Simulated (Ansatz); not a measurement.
Theory: Ansatz, DFT PBE, scalar-relativistic, plane waves, PAW. All cells share a 420 eV cutoff and Γ-centred k meshes spaced at most about 0.3 Å⁻¹ (about 0.25 or finer for metals, 2π included). No spin polarisation in the final relaxations.

These are static total energies at zero pressure.

Compare these two cells of Ti5Si, each relaxed at this level.

A.

```xyz
6
Lattice="2.5242 1.4574 4.4384 -2.5242 1.4574 4.4384 0.0000 -2.9147 4.4384" Properties=species:S:1:pos:R:3 pbc="T T T"
Ti    0.0000    0.0000    2.0154
Ti    0.5278    1.4574    4.4384
Ti   -1.5260   -0.2716    4.4384
Ti    0.0000    0.0000   11.2997
Ti    0.9982   -1.1858    4.4384
Si    0.0000    0.0000    6.6575
```

B.

```xyz
6
Lattice="6.3829 0.0000 0.0000 0.0000 6.3829 0.0000 0.0000 0.0000 2.8144" Properties=species:S:1:pos:R:3 pbc="T T T"
Ti    4.8008    4.8008    1.4072
Ti    1.5820    1.5820    1.4072
Ti    1.5820    4.8008    1.4072
Ti    4.8008    1.5820    1.4072
Ti    3.1914    3.1914    0.0000
Si    0.0000    0.0000    0.0000
```

Question: Which is lower in energy, and by how much?

Answer: A is lower, by 0.58 eV/atom. A has Ti and Si ordered on hcp sites, space group R32 (No. 155), 16.3 Å³/atom and no gap on its mesh; B has space group P4/mmm (No. 123), 19.1 Å³/atom and no gap. Counting Ti atoms around Si (those within 1.25 times the shortest such distance or 1.15 times the sum of covalent radii), A has Si 12 and B has Si 8. The denser one is the lower, and pressure would at first widen the difference. Origin: A is a Materials Project cell, relaxed; B was invented.

With atoms moved at random, R32 came back. Other cells relaxed within their symmetry can be saddle points.

The 0.58 eV/atom preference for A is mainly a matter of packing. B can be read as a bcc-like arrangement with some sites left empty, the vacancies lining up as open channels along the short axis. In a Ti-rich metal, cohesion comes largely from partly filled, delocalised d states that favour many neighbours, so these channels probably cost much Ti–Ti bonding. The 8 Ti–Si contacts in B are shorter than any of the 12 in A, as expected at lower coordination, but this strengthening evidently doesn't make up for the loss. Nor do the Si chains in B help much, since their 2.8144 Å spacing is well beyond a normal Si–Si single bond. In A each Si is surrounded by Ti alone, which suits Ti d–Si p hybridisation. The result supports close-packed order over this open framework, but not the stability of Ti5Si against separation into Ti and a silicide richer in Si, the outcome expected from the known Ti–Si phases.
